Examination question: five homonuclear dimers of period 3

The table gives results of hybrid-functional calculations in a small polarised basis. Its five rows are all of period 3, and Al2 and Si2 are missing. In it r_e is the distance at the minimum of the bond curve, the multiplicity is 2S + 1 for total spin S, and ⟨S²⟩ equals S(S + 1) for a pure spin state. The Mayer bond order is an index built from the density matrix and the overlap matrix. The two levels are the energies of the highest occupied and lowest empty Kohn–Sham orbitals, taken over both spins.

Homonuclear dimers of period 3, computed with PySCF 2.14.0 at the unrestricted PBE0/6-31G(d,p) level, non-relativistic, as one determinant with its occupation held. The bond length r_e comes from a Dunham fit to the bond curve; ⟨S²⟩, the Kohn–Sham levels (taken over both spins) and the Mayer bond order are values at r_e.

```
molecule  Z of the varied atom  valence electrons  multiplicity  unpaired  <S^2> of the determinant  r_e (Å)  highest occupied level (eV)  lowest empty level (eV)  Mayer bond order
     Na2                    11                  2             1      none                      0.00    3.085                        -3.62                    -1.34              1.00
     Mg2                    12                  4             1      none                      0.00    3.576                        -4.80                    -1.34              0.30
      P2                    15                 10             1      none                      0.00    1.894                        -8.18                    -2.61              2.81
      S2                    16                 12             3       pi2                      2.00    1.906                        -7.17                    -3.71              1.85
     Cl2                    17                 14             1      none                      0.00    2.011                        -8.80                    -3.41              0.94
```

(a) Account for the Mayer orders and the multiplicities by counting electrons.
(b) What does the Mayer order of Mg2 mean, and is the index a measure of bond strength?
(c) Na2 and Cl2 have nearly the same order. Estimate their sizes and explain the difference in r_e.
(d) Why does r_e change so little from P2 to Cl2?
(e) Explain the course of the highest occupied level along the rows.
(f) What kind of gap separates the two frontier levels of S2, and what would removal of one electron do to the molecule?
(g) Which digits of r_e can be trusted, and which row is most exposed to a change of settings?

Model answer

(a) The 3s and 3p orbitals of the two atoms combine into bonding σg(3s), antibonding σu(3s), bonding σg(3p) and πu(3p), antibonding πg(3p) and antibonding σu(3p). A σ level holds two electrons and a π level, being a degenerate pair, holds four. The formal order is

order = (bonding electrons − antibonding electrons)/2

For S2, twelve valence electrons fill σg² σu² σg² πu⁴ πg², which gives (8 − 4)/2 = 2. The same filling for all rows gives

Na2 1, Mg2 0, P2 3, S2 2, Cl2 1

The Mayer column follows this sequence in every row. The largest departures from the formal order are +0.30 for Mg2 and −0.19 for P2. Only S2 ends with a half-filled degenerate pair, and its two πg electrons lower their repulsion by entering different orbitals with parallel spins, which is Hund's rule. This gives the single triplet, and the ⟨S²⟩ of 2.005 returned by the run is close to the value 2 of a pure triplet.

Remark. The relative order of σg(3p) and πu does not matter for these five electron counts, since the two are either both empty or both full. The number of π electrons in the runs agrees with the count, but the occupations were held fixed after a search for the lowest solution. That agreement shows that the count describes the computed states, and it is no independent test of the count.

(b) The simpler system to think of is the pair H2 and He2 with one s orbital per atom, a and b, of overlap s. The Mayer order is B = (PS)ab (PS)ba, where P is the density matrix and S the overlap matrix. With σg = (a + b)/√(2 + 2s) doubly filled, every element of P is 1/(1 + s) and every element of PS is 1. With σg and σu both filled, P = 2S⁻¹ and PS has no element between the atoms. Hence

σg²: B = 1 at any distance
σg² σu²: B = 0 at any distance

Na2 matches the first case with 1.00. Mg2 corresponds to the second, so its 0.30 requires that orbitals other than 3s enter the occupied levels. The run shows such an admixture, as both valence σ orbitals are 96 % s in character. The analogy ends here: helium has no empty level near its valence shell, while magnesium has 3p in the same shell. The admixture may be true s–p mixing, but part of it may come from one atom borrowing the basis functions of the other. No counterpoise calculation, which would gauge the energy gained by such borrowing, was made, so the two shares stay unknown. The size of the index also depends on the basis.

The bond curves show that the index counts shared pairs and does not measure strength. From the shortest to the longest distance computed, it falls to 0.02 in Mg2, but it rises to 2.00 in S2 and to 1.00 in Cl2. All three approach the formal order as the atoms part, as the two-orbital model suggests for a determinant that keeps its electrons in symmetric molecular orbitals. A badly stretched Cl2 thus has a higher Mayer order than Cl2 at its minimum.

Strength is better read from the force constant k, the curvature of the energy at r_e (1 mdyn/Å = 100 N/m). It falls from 6.19 mdyn/Å in P2 through 5.13 in S2 to 3.12 in Cl2, in the sequence of the formal orders though not in proportion to them. Cl2 is 18 times stiffer than Na2 at equal order, so the count ranks stiffness only among atoms of similar size.

For Mg2 the well is 0.112 eV deep, 38 times shallower than that of S2. These depths carry no counterpoise, zero-point or spin-orbit correction, and that of S2 refers to broken-symmetry atoms, so only their ratio in order of magnitude should be used. On that measure Mg2 is a weakly bound pair of closed-shell atoms, in line with a formal order of zero.

(c) A second ingredient is needed, the size of the valence shell. Electrons added within one shell screen the nucleus poorly, so the charge felt by a valence electron grows along the period. Slater's rules assign a screening of 0.35 to each other electron of the n = 3 shell, 0.85 to each n = 2 electron and a full unit to each 1s electron. A nodeless Slater orbital of this shell has its greatest radial density at n²a0/Zeff, where a0 is the Bohr radius and Zeff the screened charge, and twice this radius serves as an estimate of r_e with nothing fitted. For chlorine,

Zeff = 17 − (6 × 0.35 + 8 × 0.85 + 2 × 1) = 6.10
estimate = 2 × 9 × 0.53 Å / 6.10 = 1.56 Å

This is 22 % below the computed r_e of Cl2. For sodium the same rule gives Zeff = 2.20 and an estimate 40 % above the computed r_e. The direction is therefore right and the size is exaggerated, with a Na2/Cl2 ratio of 2.77 against the 1.53 of the table.

The contraction itself has separate support in the runs. The polarizability perpendicular to the axis, which has the dimension of a volume, falls in every step from 203.8 atomic units in Na2 to 10.6 in Cl2. The cube root of that ratio, 2.68, is far above the ratio of bond lengths, but its closeness to the Slater ratio is an accident of the basis. Without diffuse functions the perpendicular polarizability of Cl2 comes out much too small, while that of Na2 is little affected. With such functions the cube root shrinks but stays above the ratio of bond lengths. Only the weaker statement therefore holds, that the electron clouds differ in size more than the bonds differ in length.

Remark. A good part of the miss for Na2 belongs to the rule itself, which places the maximum of the sodium 3s orbital too far out, whereas its radius for chlorine is about right. A plausible reading of the rest is that the diffuse 3s shells of sodium interpenetrate, while the filled π and π* levels of Cl2 hold the atoms apart. This is a guess that the numbers do not test. The small error for Mg2, 7 % relative to r_e, deserves no credit, because the estimate supposes touching bonded shells and Mg2 has no formal bond.

(d) Two effects oppose each other. The atoms shrink from P to Cl, and the size estimate alone falls from 1.98 to 1.56 Å. Each step also adds two πg electrons and removes one unit of bond order, which lengthens the bond. The computed r_e moves by only +0.012 Å and then +0.105 Å, so the two effects nearly cancel in the first step and the loss of bonding wins in the second. The cancellation is argued from the two trends, since no column separates them.

The same two ingredients explain the left of the series. Mg is the smaller atom by the estimate, yet Mg2 is 0.491 Å longer than Na2, because the added pair fills σu and cancels the bond. The drop of 1.682 Å from Mg2 to P2 spans three elements and three units of order. There contraction and bonding act in the same direction, and the drop should not be read as a single step of a smooth trend.

(e) A growing screened charge lowers all levels, while a change from a bonding to an antibonding orbital raises the highest one. From Na2 to Mg2 the orbital changes from σg to antibonding σu, and the level still falls by 1.18 eV, so the charge wins. From Mg2 to P2 it falls by 3.38 eV, but this step spans three elements and a change from antibonding 3s to bonding 3p, so the separate effects can't be told apart. From P2 to S2 it changes from the bonding 3p set to antibonding πg and rises by 1.01 eV, so the orbital character wins. From S2 to Cl2 the count keeps the type πg, and the level falls by 1.63 eV with the higher charge and the longer bond.

The antibonding character can be checked on the bond curves. Stretching reduces the overlap, so an antibonding level should sink toward the atomic level. Near r_e the highest occupied level does sink, by 0.48 eV/Å in Mg2 and by 2.92 eV/Å in S2. The S2 to Cl2 comparison is not fully like for like, as the S2 level is singly occupied by a majority-spin electron and is lowered by exchange with its parallel partner.

Remark. These are Kohn–Sham levels of a hybrid functional and not ionization energies or electron affinities. Exact exchange, a quarter of the exchange in PBE0, lowers occupied levels relative to empty ones, so a functional with less of it would give narrower gaps. An answer that fits one smooth curve through the column misses that the orbital changes from row to row.

(f) In Cl2 and P2 the gap separates different spatial orbitals, and it is 5.39 and 5.57 eV. In S2 it is only 3.46 eV. The run shows the πg pair filled for majority spin and empty for minority spin, so the natural assignment is that both frontier levels are the same spatial πg orbital, split by spin. The equal gap of Mg2 lies between σu(3s) and a 3p level and is a coincidence.

Two observations favour this assignment over the empty σu(3p) orbital. Between 1.64 and 2.14 Å the occupied level falls by 1.49 eV and the empty one by 1.61 eV, nearly in parallel, as two spin partners of one orbital should. Beyond 2.25 Å the occupied level turns upward and the gap narrows, probably because a bonding minority-spin orbital, which rises on stretching, becomes the highest occupied one. The comparison is therefore limited to the shorter distances. Since σu also sinks on stretching, this alone is not decisive.

The second observation compares rows. By the count the lowest empty level of Cl2 is σu, and it lies 0.30 eV above the lowest empty level of S2. The σu level of S2, with a lower charge and a shorter bond, should lie higher than that of Cl2 and not lower, unless exchange with the two unpaired electrons lowers its majority-spin form by more. The table alone thus supports the assignment to πg. The orbital energies of the run, listed at 1.91 Å close to the minimum, show it directly: the lowest empty level is the minority-spin πg, and the empty majority-spin σu lies above it.

Removing an electron from S2 takes it from πg. The count then gives (8 − 3)/2 = 2.5 with one unpaired electron, a doublet. Theory therefore argues for a shorter and stiffer bond in the cation, whereas removal from the bonding set of P2 would lengthen the bond.

(g) Numerical precision and physical accuracy must be kept apart. The spread among the curve fits is 8 × 10⁻⁵ Å for Mg2 and smaller still for S2, below the rounding of 0.0005 Å. A fifth-degree polynomial through the eight shortest points of S2 and of Cl2, the only fit made here, returns both tabulated lengths to the last digit. It also reproduces the k of the S2 run to 0.01 mdyn/Å and supplied the k of Cl2 quoted in (b); the appended output lists these checks. All three decimals are therefore sound in these three rows as results of this level of theory, and probably also in Na2 and P2, which were not checked in this way.

Exposure to the settings follows from the stiffness. An error F in the force, from basis or functional, moves the minimum by

Δr = F/k

Take for illustration F = 0.01 eV/Å, which is 0.0016 mdyn. For Mg2 this gives 0.0016/0.062 = 0.026 Å, and for P2 a shift 99 times smaller. On the computed curve, stretching Mg2 by 0.27 Å costs only 11 meV, a tenth of its well.

Mg2 is thus the exposed row. A counterpoise correction, which was not made here, would make the well shallower by an unknown amount, while dispersion, which this functional does not describe properly, attracts and would deepen it. Rough recalled measured values are about 3.9 Å and 0.05 eV, so this run appears too short and too strongly bound. The runs do not show how much of the overbinding comes from the small basis and how much from the functional, and only the weak binding is a safe conclusion.

The P2–S2 difference is 0.6 % of the P2 length and exceeds the rounding, but errors near 0.01 Å are ordinary for a basis of this size. Relativity and spin-orbit coupling are absent as well, and both molecules measure roughly 1.9 Å as a recalled value. The near equality explained in (d) is safe, and its sign should be given no cause. The force constants, which differ by a factor of 1.21, separate the triple from the double bond far more clearly.

Remark. The P2 run carries a warning that spin symmetry breaks on the stretched side. Its ⟨S²⟩ is zero up to 2.236 Å, a stretch of 18 %, and 1.21 at the next point, 2.388 Å, an abrupt change that suggests a late switch of solution. Only the spin-pure solution is recorded at 2.236 Å, so the true onset of symmetry breaking is not located, though it may well lie at a shorter stretch. The region of the minimum is spin-pure, so the tabulated r_e, levels and Mayer order belong to the closed-shell state, while the stretched part of the curve must not be read as the same state.

Printed output of the fit:

```
Counting: formal order, Mayer, difference | pi electrons count/run | multiplicity count/table
Na2  1 1.00 +0.00 | 0/0 | 1/1
Mg2  0 0.30 +0.30 | 0/0 | 1/1
P2   3 2.81 -0.19 | 4/4 | 1/1
S2   2 1.85 -0.15 | 6/6 | 3/3
Cl2  1 0.94 -0.06 | 8/8 | 1/1
Slater estimate: Zeff, 2*9*a0/Zeff (A), r_e (A), error of estimate | perp. polarizability (a.u.)
Na2  2.20 4.33 3.085 +40 % | 203.8
Mg2  2.85 3.34 3.576 -7 % | 124.2
P2   4.80 1.98 1.894 +5 % | 21.9
S2   5.45 1.75 1.906 -8 % | 15.4
Cl2  6.10 1.56 2.011 -22 % | 10.6
Na2/Cl2 ratios: r_e 1.53, Slater 2.77, polarizability 19.2 (cube root 2.68)
Steps between rows: r_e (A), highest occupied (eV), lowest empty (eV)
Na2->Mg2: +0.491 -1.18 +0.00
Mg2->P2: -1.682 -3.38 -1.27
P2->S2: +0.012 +1.01 -1.10
S2->Cl2: +0.105 -1.63 +0.30
gap (eV, rounding 0.01): Na2 2.28, Mg2 3.46, P2 5.57, S2 3.46, Cl2 5.39
S2 from 1.64 to 2.14 A: occupied -1.49, empty -1.61, gap 3.53 to 3.40 eV
S2 slopes near r_e: occupied -2.92, empty -3.17 eV/A
Mg2 occupied slope near r_e: -0.48 eV/A
Mg2 empty slope: +0.38 eV/A below 3.38 A, -0.03 above
degree-5 curve, S2: r_e 1.9063 A (table 1.906), k 5.12 (run 5.13) mdyn/A
degree-5 curve, Cl2: r_e 2.0110 A (table 2.011), k 3.12 mdyn/A
k (mdyn/A), k/k(Cl2), shift of r_e (A) from a force error of 0.01 eV/A
Na2  0.174 0.056 0.00921
Mg2  0.062 0.020 0.02576
P2   6.186 1.981 0.00026
S2   5.128 1.642 0.00031
Cl2  3.123 1.000 0.00051
k ratios: P2/S2 1.21, Cl2/Na2 18, P2/Mg2 99
well depth (runs): Mg2 0.112 eV, S2 4.259 eV, ratio 38
Mg2 stretched by 0.27 A costs 11 meV, 10 % of its well
Mayer, shortest to longest r (runs): Mg2 0.49 to 0.02, S2 1.77 to 2.00, Cl2 0.88 to 1.00
S2 less P2: 0.012 A = 0.6 %; rounding 0.0005 A; fit spread Mg2 8e-5, S2 3e-6 A
P2 <S^2> (run): 0.00 at 2.236 A (18 % stretch), 1.21 at 2.388 A (26 %)
S2 <S^2>: table 2.00, run output 2.005, pure triplet 2
```
